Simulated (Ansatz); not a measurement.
## Ligand exchange: C2H7MgN + C2H8OSi → C2H6MgO + C2H9NSi

Gas-phase species: C2H7MgN `C[CH2][Mg][NH2]`, singlet; C2H8OSi `CC[SiH2]O`, singlet; C2H6MgO `C[CH2][Mg][OH]`, singlet; C2H9NSi `CC[SiH2]N`, singlet. The partners trade NH2 for OH: Mg–NH2 and Si–OH bonds give way to Mg–OH and Si–NH2.

Shapes, held fixed at every level: PBE0-D4/def2-TZVP. Flexible molecules stand in one conformer, not always the lowest. Programs: Ansatz 0.2.0. The zero-point and thermal change to 298 K, harmonic and unscaled (PBE0-D4/def2-TZVP), is +0.8 kJ/mol.

| level | kind | ΔH(298 K) (kJ/mol) | less CCSD(T)/def2-TZVPP |
| --- | --- | --- | --- |
| SPW92/def2-TZVPP | LDA | -21.6 | -2.9 |
| B3LYP-D4/def2-TZVPP | global hybrid | -22.0 | -3.3 |
| PBE0-D4/def2-TZVPP | global hybrid | -22.1 | -3.4 |
| r2SCAN0-D4/def2-TZVPP | global hybrid | -22.4 | -3.7 |
| B2PLYP/def2-TZVPP | double hybrid | -21.1 | -2.4 |
| MP2/def2-TZVPP | perturbation theory | -21.2 | -2.5 |
| CCSD/def2-TZVPP | coupled cluster or CI | -19.5 | -0.8 |
| CCSD(T)/def2-TZVPP | coupled cluster or CI | -18.7 | 0.0 |

The highest level, CCSD(T)/def2-TZVPP, gives ΔH(298 K) = -18.7 kJ/mol; the levels span -22.4 to -18.7. The column of differences is taken from that level and isn't an error. No measured value is set beside it here. Outer-core shells of Mg are correlated, in sets that cover them unevenly. Sets without diffuse functions underbind ionic bonds of s-block metals.

Exchange is exothermic at every level, with -18.7 kJ/mol from CCSD(T): magnesium gains more than silicon does from having OH in place of NH2. Both elements form stronger bonds to oxygen than to nitrogen, so the enthalpy measures the difference between two preferences, not the strength of either bond. The likely reason is the greater ionic character of the magnesium bond, which favours the more electronegative oxygen and its compact, hydroxide-like charge. In the more covalent silicon bond, delocalisation of the nitrogen lone pair into Si–X σ* orbitals partly offsets the loss of oxygen.

The small thermal term leaves the preference essentially electronic. Because each side keeps one Mg–heteroatom and one Si–heteroatom bond, much of the error in describing them should cancel, which probably explains why even the LDA falls close to the coupled-cluster result. That closeness is no evidence that it describes the individual bonds well. The result concerns isolated monomers; in condensed phases, aggregation through bridging amide or hydroxide groups could shift the balance.
